The polarisability is the dipole moment that a weak electric field induces in a molecule, divided by the strength of the field. It is quoted here in bohr³, as an average over the directions of the field. The values come from density-functional and Hartree–Fock (HF) calculations on one molecule at one fixed geometry: two aluminium atoms bridged by two chlorines, with an ethynyl group on one aluminium. Only the functional and the basis set change from row to row. The estimates below therefore aim at what such a calculation would give, and their accuracy is measured against the computed values, not against experiment.

DFT and Hartree–Fock calculations with PySCF 2.14.0 and density fitting for C2H4Al2Cl2, SMILES C#[C][AlH-]1[Cl+][AlH2-][Cl+]1, in the gas phase at the PBE0-D3(BJ)/def2-SVP geometry. The leading pair is the orbital pair with the largest weight in the lowest singlet excitation (vertical TDDFT, core orbitals frozen). Polarisabilities are averaged over directions.

```
functional        basis  exact exchange, long range (%)     leading pair  polarisability (bohr^3)
       LDA    def2-SVPD                               0     HOMO to LUMO                    106.2
       PBE    def2-SVPD                               0     HOMO to LUMO                    104.4
     B3LYP    def2-SVPD                              20     HOMO to LUMO                    100.8
 BHandHLYP    def2-SVPD                              50     HOMO to LUMO                     96.8
 CAM-B3LYP    def2-SVPD                              65     HOMO to LUMO                     99.1
        HF    def2-SVPD                             100  HOMO to LUMO+11                     92.8
   LC-wPBE    def2-SVPD                             100     HOMO to LUMO                     96.7
   wB97X-D    def2-SVPD                             100     HOMO to LUMO                     99.4
      PBE0    6-31+G(d)                              25     HOMO to LUMO                     89.2
      PBE0     6-31G(d)                              25     HOMO to LUMO                     80.3
      PBE0  aug-cc-pVDZ                              25     HOMO to LUMO                    101.5
      PBE0     def2-SVP                              25     HOMO to LUMO                     81.4
      PBE0    def2-SVPD                              25     HOMO to LUMO                    100.1
      PBE0    def2-TZVP                              25     HOMO to LUMO                     94.9
      PBE0   def2-TZVPD                              25     HOMO to LUMO                    101.6
```

**What happens**

Two choices do most to move the polarisability. The first is the share of exact exchange in the functional: in the def2-SVPD basis the value falls from 104.4 bohr³ with PBE, which has none, to 96.8 with BHandHLYP, which has half. The second is whether the basis contains diffuse functions, that is, functions reaching far out from the atoms. With PBE0, going from def2-SVPD to def2-SVP, which lacks them, costs almost a fifth of the polarisability. For this molecule the basis therefore matters more than the functional, provided that small bases are in play.

**Why exact exchange lowers the value**

A field pulls the electrons towards one end of the molecule until the forces that hold them back balance the pull. Exchange takes part in that balance. In PBE each electron is still partly repelled by its own charge. This error leaves the outer electrons too loosely held, so they give way too easily. A share of exact exchange removes part of the self-repulsion. PBE and PBE0 show the effect cleanly: the two differ only in that a quarter of the exchange is replaced by exact exchange, and the polarisability drops by 4%. The mechanism itself is taken from theory and is not tested by the table.

In long chains a further effect is known: PBE does too little to oppose charge piling up at one end. That effect would act mainly along the molecule. Here the drop from PBE to PBE0 is almost as large across the molecule as along it, about 4% against 5%, so it is probably not the main cause.

The gap between the highest occupied and the lowest empty orbital is a tempting shortcut, because a wide gap suggests a stiff molecule. Yet from PBE to PBE0 the gap grows by 39%, about ten times the relative change of the polarisability. Theory gives two reasons for the mismatch. With exact exchange, the energy of an empty orbital tends towards that of an extra electron added to the molecule, whereas a field only moves an electron that is already there and leaves a hole behind. The attraction between electron and hole takes back most of the widening. Besides, the polarisability is a sum over all excitations, and those that absorb light weakly add little to it. The lowest excitation, which in PBE and PBE0 is led by just this pair of orbitals, hardly absorbs at all: its oscillator strength rounds to zero.

**Why diffuse functions raise it**

A distorted electron cloud needs basis functions that can describe the distortion. A field mixes some d character into a p orbital, and it acts most easily on the loosely held outer part of the cloud. A good basis therefore needs diffuse functions of the right angular shape as well as of the right reach. The set 6-31+G(d) fits this picture: on the heavier atoms it adds diffuse s and p functions but no diffuse d functions, and it gives hydrogen no p functions at all. Its polarisability of 89.2 bohr³ lies about midway between those of the small and the fully diffuse sets. The set def2-TZVP fits less well: it has no added diffuse functions, yet it reaches 94.9 bohr³, about two thirds of the way from def2-SVP to def2-TZVPD. Much of what the small sets lack can thus also be supplied by a larger set without added diffuse functions.

The effect also depends on direction. From def2-SVP to def2-SVPD the polarisability along the stiffest axis rises by 39%, but along the softest axis, which runs along the length of the molecule, by only 14%. A plausible reason, not tested here, is that atoms further along the molecule lend their functions to the distorted cloud, while across it there are fewer neighbours to help.

**The rule**

The share of exact exchange enters the energy as a simple factor. For small shares, the change in polarisability is therefore proportional to the share. The step from PBE to PBE0 sets the slope, about one bohr³ for every six per cent, and the loss from def2-SVPD to def2-SVP sets the basis correction. With rounded constants:

α ≈ 104 − x/6 − d

Here α is the polarisability in bohr³ and x is the exact exchange in per cent. The deduction d is 19 for a double-zeta basis without diffuse functions (def2-SVP or 6-31G(d)) and zero otherwise.

Take B3LYP in def2-SVPD. Its share is 20%, so x/6 is about 3.3 and d is zero. The estimate is 104 − 3.3 = 100.7 bohr³, against a computed 100.8.

Now take PBE0 in 6-31G(d). Its share of 25% costs about 4.2 and the small basis costs 19, which gives 104 − 4.2 − 19 = 80.8 bohr³. The calculation gives 80.3. Neither row helped to set the constants, but both agree better than is typical of the table.

**Range-separated functionals**

CAM-B3LYP, LC-wPBE and wB97X-D use more exact exchange the further apart two electrons are, and the table lists the share reached at long range. Inserting that full share makes the estimate 6 to 12 bohr³ too low. In a molecule of this size many electron pairs are too close together to feel the full share, which is a plausible reason for the failure. Halving the listed share brings the three estimates to within 4 bohr³ of the computed values. The factor of one half was chosen after seeing these rows, so their agreement is not a test of it.

**How good it is and where it fails**

The errors that follow use the halved share for the range-separated functionals, so they are partly fitted. Over all rows the root-mean-square error is 3.6 bohr³. It falls to 1.5 when HF, def2-TZVP and 6-31+G(d) are set aside, though that figure includes the rows that set the constants. Within def2-SVPD the error is 2.4, compared with 3.8 for someone who always answers 100. The exchange term is thus a modest refinement, while the basis correction prevents the larger mistake.

HF lies beyond the reach of the straight line, which puts it 5.5 bohr³ too low. Part of the trouble may be curvature: if the reciprocal of the polarisability is made linear in the share instead, the error shrinks to 3.7. HF also omits electron correlation altogether, and these rows do not separate the two causes.

The basis correction is a switch, whereas real basis sets improve by degrees. With d set to zero, the rule is 5 bohr³ too high for def2-TZVP and 11 too high for 6-31+G(d), so a plus sign in the name of a basis is no guarantee. Only PBE0 was run in several bases; using the same deduction with another functional is an untested assumption.

**What to do about it**

Settle the basis first, and choose one with diffuse functions that include the higher angular shapes. Then correct for the share of exact exchange, and treat differences of two or three bohr³ or less as beyond the rule. For another molecule, the physical argument suggests the direction of both corrections, but the constants must be set afresh: two functionals that differ only in their share of exact exchange, run in one good basis, give the starting value and the slope, and one run in a small basis gives the deduction. The printed output below lists the estimate and its error for every row.

Printed output of the fit:

```
Slope from PBE to PBE0 (bohr^3 per per cent of exact exchange): -0.172
Loss without diffuse functions, def2-SVPD to def2-SVP (bohr^3): 18.7
The same loss (% of the def2-SVPD value): 18.68
Rule of thumb and its misses (bohr^3):
        row  computed   rule  rule less computed  miss in %  miss with full long-range share
        LDA     106.2    104                -2.2     -2.072                             -2.2
        PBE     104.4    104                -0.4    -0.3831                             -0.4
      B3LYP     100.8  100.7             -0.1333    -0.1323                          -0.1333
  BHandHLYP      96.8  95.67              -1.133     -1.171                           -1.133
  CAM-B3LYP      99.1  98.58             -0.5167    -0.5214                           -5.933
         HF      92.8  87.33              -5.467     -5.891                           -5.467
    LC-wPBE      96.7  95.67              -1.033     -1.069                           -9.367
    wB97X-D      99.4  95.67              -3.733     -3.756                           -12.07
       PBE0      89.2  99.83               10.63      11.92                            10.63
       PBE0      80.3  80.83              0.5333     0.6642                           0.5333
       PBE0     101.5  99.83              -1.667     -1.642                           -1.667
       PBE0      81.4  80.83             -0.5667    -0.6962                          -0.5667
       PBE0     100.1  99.83             -0.2667    -0.2664                          -0.2667
       PBE0      94.9  99.83               4.933      5.198                            4.933
       PBE0     101.6  99.83              -1.767     -1.739                           -1.767
Unrounded straight line less computed, BHandHLYP (bohr^3): -1
Unrounded straight line less computed, HF (bohr^3): -5.6
Reciprocal rule less computed, BHandHLYP (bohr^3): -0.6598
Reciprocal rule less computed, HF (bohr^3): -3.708
Rms miss of the rule, all rows (bohr^3): 3.61
Rms miss without HF, def2-TZVP and 6-31+G(d) (bohr^3): 1.532
Rms miss of the rule, def2-SVPD rows (bohr^3): 2.393
Rms miss of always saying 100, def2-SVPD rows (bohr^3): 3.838
Change of the orbital gap, PBE to PBE0 (%): 39.25
Change of the polarisability, PBE to PBE0 (%): -4.119
Change of the second moment of the density, PBE to PBE0 (%): -0.03024
Gain of the smallest principal component, def2-SVP to def2-SVPD (%): 38.75
Gain of the largest principal component, def2-SVP to def2-SVPD (%): 13.92
```
